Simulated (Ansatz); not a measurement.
# WC: energy along a strain

WC, P-6m2, a = 2.901 Å, c = 2.829 Å (as given, not relaxed at this level: 4.3 GPa). Ansatz: r2SCAN, PAW, 500 eV, Γ-centred 18×18×16 mesh on 2 atoms, Gaussian smearing 0.15 eV; no spin polarisation. Cell vectors (Å): 2.901 0.000 0.000; -1.450 2.512 0.000; 0.000 0.000 2.829. The cell is strained by x per cent times the pattern (0 0 0 0 1 0) in the order xx yy zz yz xz xy (engineering shears), with fractional coordinates held. y is the free energy over the start, V0 = 10.306 Å³/atom. Symmetry makes y even in x.

```tsv
x (%)	y (meV/atom)
-6.00	37.97
-3.00	?
0.00	0.00
0.75	0.59
1.50	2.38
2.25	5.35
3.75	14.85
4.50	21.38
5.25	29.09
```

Fit y = c2 x² + c4 x⁴ to the other rows, get the stiffness along the pattern, and predict the missing energy.

Least squares on the rows shown. y = 1.0571 x² − 6.5213×10⁻⁵ x⁴. The clamped-ion stiffness p·C·p = 2 × 10.57 eV × 160.2 / 10.306 Å³ = 329 GPa, which is C55 in these axes (second derivative at the start, which stands under stress). At x = -3.00 the fit asked for gives 9.51 meV/atom. The run gave 9.51 meV/atom, the same to the digits shown.

Spin–orbit coupling is left out, which can shift energies with elements as heavy as these.

The shear response is almost purely harmonic: the quartic term is slightly negative and remains a minor correction even at -6.00 %. The agreement at -3.00 % therefore confirms a smooth energy curve within the sampled range, but hardly tests the anharmonic term. A stiffness of 329 GPa is large for a shear constant and fits the usual bonding picture of WC, in which directional W 5d–C 2p bonds resist the tilting of the carbon-centred trigonal prisms, with metallic W–W bonding also contributing.

Holding the fractional coordinates costs nothing in the quadratic term. In this structure the horizontal mirror forbids linear coupling between this shear and an in-plane relative displacement of the W and C sublattices, and the threefold axis forbids it for a displacement along c, so the clamped-ion and relaxed-ion constants coincide. Relaxation can enter only at fourth order, where it would lower the energy, so the fitted quartic coefficient is not that of the relaxed crystal. The curve alone does not establish hardness or ideal shear strength, which depend on larger strains and on dislocations.
